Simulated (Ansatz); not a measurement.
## Errors in the atomisation enthalpy at 298 K

8 molecules holding an element from Na to Cl; the atomisation enthalpy at 298 K in kJ/mol, computed less measured. Shapes, held fixed at every level: PBE0-D4/def2-TZVP. Flexible molecules stand in one conformer, not always the lowest. Thermal terms are harmonic and unscaled (PBE0-D4/def2-TZVP); the spin-orbit lowering of the free atoms is taken from their spectra. Programs: Ansatz 0.2.0. Measured values: Active Thermochemical Tables, CRC Handbook of Chemistry and Physics, NIST-JANAF tables.

Levels: A = HF/def2-SVP; B = PBE-D4/def2-TZVPP; C = r2SCAN0-D4/def2-TZVPP.

| molecule | from tabulated heats | A | B | C |
| --- | --- | --- | --- | --- |
| HBS (hydrogen boron sulfide) | 1015 | -251 | +32 | -5 |
| SiH2Cl2 (dichlorosilane (DCS)) | 1449 | -383 | -12 | -14 |
| C2H3ClO (acetyl chloride) | 2700 | -807 | +111 | -47 |
| P4S3 (tetraphosphorus trisulfide) | 2248 | -1397 | +142 | -106 |
| C2H4Cl2 (1,1-dichloroethane) | 2676 | -741 | +75 | -21 |
| C3H8S2 (1,3-propanedithiol) | 4478 | -1232 | +90 | -38 |
| C4H10S (2-methyl-2-propanethiol) | 5434 | -1374 | +85 | -43 |
| C4H10S2 (diethyl disulfide) | 5681 | -1545 | +123 | -44 |

(1) Sum up the errors.

Results:

(1) 
| level | kind | mean error | mean absolute error | worst case |
| --- | --- | --- | --- | --- |
| HF/def2-SVP | Hartree–Fock | -966.2 | 966.2 | C4H10S2 |
| PBE-D4/def2-TZVPP | GGA | +80.8 | 83.8 | P4S3 |
| r2SCAN0-D4/def2-TZVPP | global hybrid | -39.8 | 39.8 | P4S3 |

On this set r2SCAN0-D4/def2-TZVPP has the smallest mean absolute error and HF/def2-SVP the largest. HF/def2-SVP is too low in 8 of 8; PBE-D4/def2-TZVPP is too high in 7 of 8; r2SCAN0-D4/def2-TZVPP is too low in 8 of 8. The heats of SiH2Cl2 come from older tables and can be uncertain by 10 kJ/mol or more. The tabulated values of HBS, P4S3 are in doubt (older tables, estimates, or at odds with other calculations) and kept here. Over the 6 molecules whose values aren't doubted the mean absolute errors are A 1013.7; B 82.7; C 34.5. Hartree–Fock lacks correlation and underbinds. The set is small.

Hartree–Fock recovers only part of the binding, and among the organic molecules its deficit broadly grows with the number of bonds, from -741 for 1,1-dichloroethane to -1545 for diethyl disulfide. Forming each bond pairs electrons that were unpaired in the free atoms, and the correlation energy gained is missing. The small basis, short of polarisation functions for S and Cl, probably deepens the deficit.

PBE's overbinding doesn't follow size: acetyl chloride, at +111, exceeds the much larger 2-methyl-2-propanethiol, at +85. This suggests a dependence on bond type, with the carbonyl group a likely contributor, since semilocal functionals tend to overbind multiple bonds. The r2SCAN0 underbinding is consistent with exact exchange removing some of the nondynamical correlation that semilocal exchange mimics, though remaining basis incompleteness could act in the same direction. Because the density functional errors are largely systematic in sign, they should partly cancel in reactions that conserve bond types, so this ranking needn't carry over to reaction enthalpies.
